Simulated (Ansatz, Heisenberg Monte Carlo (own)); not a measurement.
# RbVF₃ under PBEsol+U: V–V exchange and classical ordering temperature for U from 0 to 5.12 eV

The usual rule of thumb says that antiferromagnetic superexchange weakens as 1/U, because the virtual hop of an electron onto a neighbouring magnetic ion costs an energy of order U. We test it on cubic RbVF₃ with PBEsol, changing only the Hubbard U on the V d shell while the atoms stay fixed. The question matters to a materials group because an ordering temperature computed for a magnetic insulator inherits the choice of U. A negative J favours opposed moments, and the changes are measured from the run at U = 0. The temperatures are those of classical unit spins. Experiment is not compared here, so the series shows how sensitive the prediction is to U, and does not show which U is right.

## Systems and settings

One crystal, RbVF3 (cubic perovskite, Pm-3m), in a magnetic cell of 10 atom(s), 2 counted as magnetic (V), from measured cells of the Crystallography Open Database; atoms are fixed. Ansatz 0.2.0, plane waves with its default PAW datasets, cutoff 420 eV, collinear spins without spin-orbit coupling, Fermi-Dirac smearing of 0.1 eV. The k mesh is 4×8×8 and the sums for the couplings run over 4×8×8. Functional: PBEsol. Every run keeps the antiferromagnetic pattern of signs of the first run. The couplings are taken at constrained moments: the directions are held and the rest of the density and field relaxes in linear response. Runs that did not converge or carry a known fault are not listed.

Notes on method and selection:

- J is defined by E = -sum over ordered pairs (each pair twice) of J e_i.e_j with unit vectors e, a classical Heisenberg model without biquadratic or multi-spin terms, so J > 0 favours parallel moments and the moment's size is inside J.
- All temperatures are for classical unit spins; for spin S a quantum mean-field treatment is higher by (S+1)/S. Mean field neglects fluctuations and lies above the Tyablikov (random-phase) and Monte Carlo values.
- The pattern of moments is the lowest of a few collinear starts at U = 3.2 eV, was carried over to the other U, and need not be the true ground state; spin-orbit coupling is left out.
- The mean-field temperature is left blank where it belongs to another wavevector than in the first run.
- Monte Carlo cells hold several hundred spins, and on test lattices the heat-capacity peak lay 5 to 6 per cent under the known transition.
- Ansatz's own search for a lower self-consistent state was switched off in these runs, so a run may rest in a state that is not the lowest for its pattern of moments.
- In insulators under a U, antiferromagnetic superexchange from these couplings can differ by one to four tenths from that of total energies at the same settings (constrained couplings mostly lie weaker), so a match with experiment does not fix U.
- Where several measured values exist, one near their median is shown, and none where they scatter widely or belong to another phase or kind of order.
- The shells shown are the strongest of the first run whose pairs agree within a shell.
- For crystals with 4f or 5f elements only couplings at constrained moments are used, since rigid ones can be several times too large.
- Runs that did not converge, have known faults or may not be shown are not listed, and runs on Ansatz's PAW sets soft_1 and soft_2 are kept to separate tables.

Columns:

- U (eV): effective Hubbard U (Dudarev, U - J) on the d shell of V.
- moment (μB): largest spin moment inside an atomic sphere.
- gap on mesh (eV): band gap on the run's k mesh by the count of bands (negative: bands overlap, a metal).
- Tyablikov T (K): Tyablikov (random-phase) ordering temperature from the same couplings.
- J at 4.18 Å, opposed (meV): mean J of the V–V pairs of opposed moments that lie 4.18 Å apart in the first cell (6 such neighbours an atom).
- J at 5.91 Å (meV): mean J of the V–V pairs of parallel moments that lie 5.91 Å apart in the first cell (12 such neighbours an atom).
- mean-field T (K): mean-field ordering temperature, 2/(3 kB) times the largest J(q) over wavevectors and sublattice modes.

Input lines of one member:

```
magnetization:
  spin_polarized: true
kpoints:
  mp_grid: { grid: [4, 8, 8] }
  band_path:
    path:
      - [0.0, 0.0, 0.0]
      - [0.0, 0.5, 0.0]
      - [0.25, 0.625, 0.25]
      - [0.75, 0.75, 0.375]
      - [0.0, 0.0, 0.0]
      - [0.5, 0.5, 0.5]
      - [0.5, 0.75, 0.25]
    npoints: 11
hamiltonian:
  xc: pbesol
  hubbard:
    sites: [{ species: V, l: d, u_eff: 3.2, starting_ns: occupation_matrices }]
    projectors: ortho-atomic
scf:
  occupations: { method: fermi_dirac, width: 0.1 }
  lower_state_search: "off"
output:
  write_bands: true
  eigenstates:
    nscf_kmesh: { grid: [4, 8, 8] }
    top_band: c86
    exchange_couplings: { magnetic: [{ species: V }] }
```

Command (options for logging and memory left out): `ansatz run input.yaml`

## Data

| member | U (eV) | moment (μB) | gap on mesh (eV) | Tyablikov T (K) | J at 4.18 Å, opposed (meV) | J at 5.91 Å (meV) | mean-field T (K) |
| --- | --- | --- | --- | --- | --- | --- | --- |
| +0 eV | 0.00 | 2.19 | 1.53 | 180.1 | −5.70 | 0.04201 | 270 |
| +1.28 eV | 1.28 | 2.22 | 2.31 | 127.7 | −4.12 | 0.01229 | 193 |
| +2.24 eV | 2.24 | ? | 2.79 | ? | ? | ? | ? |
| +3.2 eV | 3.20 | 2.25 | 3.27 | 86.0 | −2.79 | 0.00392 | 130 |
| +4.16 eV | 4.16 | 2.26 | 3.73 | 73.0 | −2.37 | 0.00299 | 110 |
| +5.12 eV | 5.12 | 2.26 | 4.16 | 63.0 | −2.04 | 0.00263 | 95 |

Cells marked ? are withheld until the estimate has been made.

Least-squares fits to the members shown, with x = U (eV); R² and errors in the fitted variable (y, or ln y where the fit is in ln y):

| y | members | fit | R² | rms residual | leave-one-out rms | the same for the mean of the others |
| --- | --- | --- | --- | --- | --- | --- |
| J at 4.18 Å, opposed (meV) | 5 | y = −5.652 + 1.261 x − 0.1103 x² | 1.00 | 0.062 | 0.24 | 1.7 |
| J at 5.91 Å (meV) | 5 | y = 0.03951 − 0.02061 x + 0.002706 x² | 0.95 | 0.0032 | 0.012 | 0.019 |

## Why the values move as they do

The coupling between nearest V neighbours stays antiferromagnetic and weakens at every step, from −5.70 meV at U = 0 to −2.04 meV at 5.12 eV. The change is steep at first, (5.70 − 4.12) / 1.28 = 1.23 meV per eV of U, and slow at the end, (2.37 − 2.04) / (5.12 − 4.16) = 0.34 meV per eV.

In its bare form the rule fails. Between U = 3.20 and 5.12 eV it asks for a factor of 3.20 / 5.12 = 0.63, while the coupling keeps 2.04 / 2.79 = 0.73 of its value. The likely reason is that the hop already costs energy at U = 0, through the exchange splitting that PBEsol gives by itself. The better form is |J| ∝ t² / (U + constant), with t the effective V–F–V hopping, and it makes 1/|J| a straight line in U. The rows come near to that, but the slope of 1/|J| rises from (1 / 4.12 − 1 / 5.70) / 1.28 = 0.053 to (1 / 2.04 − 1 / 2.37) / (5.12 − 4.16) = 0.071 per meV per eV. A hopping that shrinks as U localises the d electrons would have this sign, and the small rise of the moment from 2.19 to 2.26 μB is compatible with it.

The ordering temperature follows the nearest-neighbour coupling. At U = 3.20 eV the two shells give 2 × (6 × 2.79 + 12 × 0.00392) / (3 × 0.0862) = 130 K in mean field, with k_B = 0.0862 meV/K, which is the tabled value. The second shell adds under 2 per cent even at U = 0, and its values of a few thousandths of a meV at large U are too small to interpret. The Tyablikov temperature, which includes spin fluctuations, is about two thirds of the mean-field one in every row and falls from 180.1 to 63.0 K.

For practical use, the choice of U within this range changes the predicted temperature by a factor of nearly three. Agreement with a measured temperature would still not fix U, because couplings of this kind can differ from total-energy ones by one to four tenths.

## Estimating the withheld member

Plain estimates from the members shown:

- +2.24 eV, fit at x = 2.24: −3.38 meV
- +2.24 eV, straight-line interpolation between +1.28 eV and +3.2 eV: w = (2.24 − 1.28) / (3.20 − 1.28) = 0.500, so −4.12 + 0.500 × (−2.79 − (−4.12)) = −3.46 meV

The straight-line value of −3.46 meV is too strong, because |J| against U is convex and a chord lies above such a curve. The quadratic fit in J gives −3.38 meV, but its leave-one-out error is 0.24 meV. We interpolate 1/|J| instead, which superexchange makes nearly linear in U, and keep its slight curvature by using the rows at 1.28, 3.20 and 4.16 eV.

The reciprocals are 1 / 4.12 = 0.2427, 1 / 2.79 = 0.3584 and 1 / 2.37 = 0.4219 per meV. The steps in U are 3.20 − 1.28 = 1.92 eV and 4.16 − 3.20 = 0.96 eV, and the whole span is 4.16 − 1.28 = 2.88 eV. The two slopes are (0.3584 − 0.2427) / 1.92 = 0.0603 and (0.4219 − 0.3584) / 0.96 = 0.0661, and the curvature term is (0.0661 − 0.0603) / 2.88 = 0.0020. At U = 2.24 eV this gives 0.2427 + 0.96 × 0.0603 − 0.96 × 0.96 × 0.0020 = 0.2987 per meV, so J = −1 / 0.2987 = −3.35 meV.

The same three-point route can be tried on shown rows. From 0, 3.20 and 4.16 eV it misses the tabled −4.12 meV at 1.28 eV by about 0.01 meV. From 1.28, 4.16 and 5.12 eV it returns −2.79 meV at 3.20 eV, as tabled.

The gap of the withheld member, 2.79 eV, lies midway between its neighbours' 2.31 and 3.27 eV. That gives no sign of a different electronic state, and we apply no further shift. The trial misses are 0.01 meV or less; with only two trials we set the standard deviation at 0.02 meV.

**Committed estimate, +2.24 eV: J at 4.18 Å, opposed = −3.35 ± 0.02 meV.**

## Result

| member | U (eV) | moment (μB) | gap on mesh (eV) | Tyablikov T (K) | J at 4.18 Å, opposed (meV) | J at 5.91 Å (meV) | mean-field T (K) |
| --- | --- | --- | --- | --- | --- | --- | --- |
| +2.24 eV | 2.24 | 2.24 | 2.79 | 103.3 | −3.35 | 0.00627 | 156 |

| member | estimate | J at 4.18 Å, opposed (meV) | computed | estimate − computed | miss in error bars |
| --- | --- | --- | --- | --- | --- |
| +2.24 eV | committed | −3.35 | −3.35 | 0.00 | 0.0 |
| +2.24 eV | fit | −3.38 | −3.35 | −0.03 |  |
| +2.24 eV | interpolation | −3.46 | −3.35 | −0.10 |  |

The estimate of −3.35 meV agrees with the computed −3.35 meV and lies well inside its error bar of 0.02 meV. It did better than the quadratic fit, which was too strong by 0.03 meV, and than the straight line between the neighbours, too strong by about 0.1 meV. The convexity argument against the straight line therefore held.

The result says less about the mechanism. A parabola in J itself through the same three rows has slopes (4.12 − 2.79) / 1.92 = 0.693 and (2.79 − 2.37) / 0.96 = 0.438 meV per eV and a curvature term (0.693 − 0.438) / 2.88 = 0.0885. It gives −4.12 + 0.96 × 0.693 + 0.96 × 0.96 × 0.0885 = −3.37 meV, nearly as close, so the hit mainly confirms that the curve is smooth.

With the new row, the slope of 1/|J| between successive members runs 0.053, 0.058, 0.062, 0.066 and 0.071 per meV per eV. Superexchange with a fixed hopping and a constant added to U would keep it level. A hopping that shrinks with U would make it rise, and so would a ferromagnetic contribution that depends less on U; these rows do not decide between the two.

## Where the trend breaks

Least-squares fits to the whole series, with x = U (eV); R² and errors in the fitted variable (y, or ln y where the fit is in ln y):

| y | members | fit | R² | rms residual | leave-one-out rms | the same for the mean of the others |
| --- | --- | --- | --- | --- | --- | --- |
| J at 4.18 Å, opposed (meV) | 6 | y = −5.653 + 1.271 x − 0.1124 x² | 1.00 | 0.057 | 0.20 | 1.5 |
| J at 5.91 Å (meV) | 6 | y = 0.03951 − 0.02082 x + 0.002750 x² | 0.96 | 0.0030 | 0.010 | 0.017 |

Largest departures from the fit to the whole series:

| member | J at 4.18 Å, opposed (meV) | fit | computed − fit | in rms residuals |
| --- | --- | --- | --- | --- |
| +1.28 eV | −4.12 | −4.21 | +0.09 | 1.6 |
| +4.16 eV | −2.37 | −2.31 | −0.06 | 1.0 |
| +3.2 eV | −2.79 | −2.74 | −0.05 | 0.9 |
| +5.12 eV | −2.04 | −2.09 | +0.05 | 0.9 |

No member stands out. The largest departure from the quadratic fit, at U = 1.28 eV, is a coupling 0.09 meV weaker than the fit, and the signs change in runs along the series, as expected when a parabola is laid over a curve that flattens more gradually. Between 4.16 and 5.12 eV the parabola lets the coupling weaken by only 2.31 − 2.09 = 0.22 meV, against 2.37 − 2.04 = 0.33 meV in the table, so the fault lies with the fitted form.

## Conclusions

From U = 0 to 5.12 eV, at fixed atoms and with the same antiferromagnetic pattern, the nearest-neighbour coupling weakens smoothly and more slowly than 1/U. A further U value inside this range, with neighbours about 1 eV away, can be estimated to a few hundredths of a meV by curved interpolation of 1/|J|.

For practical use, the classical mean-field temperature near U = 3.2 eV falls by (156 − 110) / (4.16 − 2.24) = 24 K per eV of U. An uncertainty of 1 eV in U thus shifts it by nearly a fifth of its 130 K.

No omitted effect that we can size exceeds the nearly threefold spread of the table. The largest is the quantum length of the spin: for V²⁺ with S = 3/2 it raises the mean-field temperature by (3/2 + 1) / (3/2) = 1.67, which matters more than a change of 1 eV in U around 3.2 eV.

This factor is also the better reason why agreement with a measured temperature would not fix U. Before the estimate we gave another, that couplings of this kind can differ from total-energy ones by one to four tenths. That is a general caution, and at U = 3.2 eV it does not describe this crystal. Total energies of the parallel and of several opposed patterns, which the tables leave out, were computed there, and they give a nearest-neighbour coupling that differs from the tabled one by much less than a tenth. At the other U we have no such comparison. The treatment of the spins, however, can stand in for a large change of U: mean field with the quantum factor gives 95 × 1.67 = 159 K at U = 5.12 eV, and classical mean field gives 156 K at 2.24 eV. A measured temperature near these values would suit either U, depending on the treatment chosen.

[Logs are printed without paths, hosts, clocks, repeated set-up lines and the standing remarks that a program may print on its own settings, such as how far it seeks lower states.]
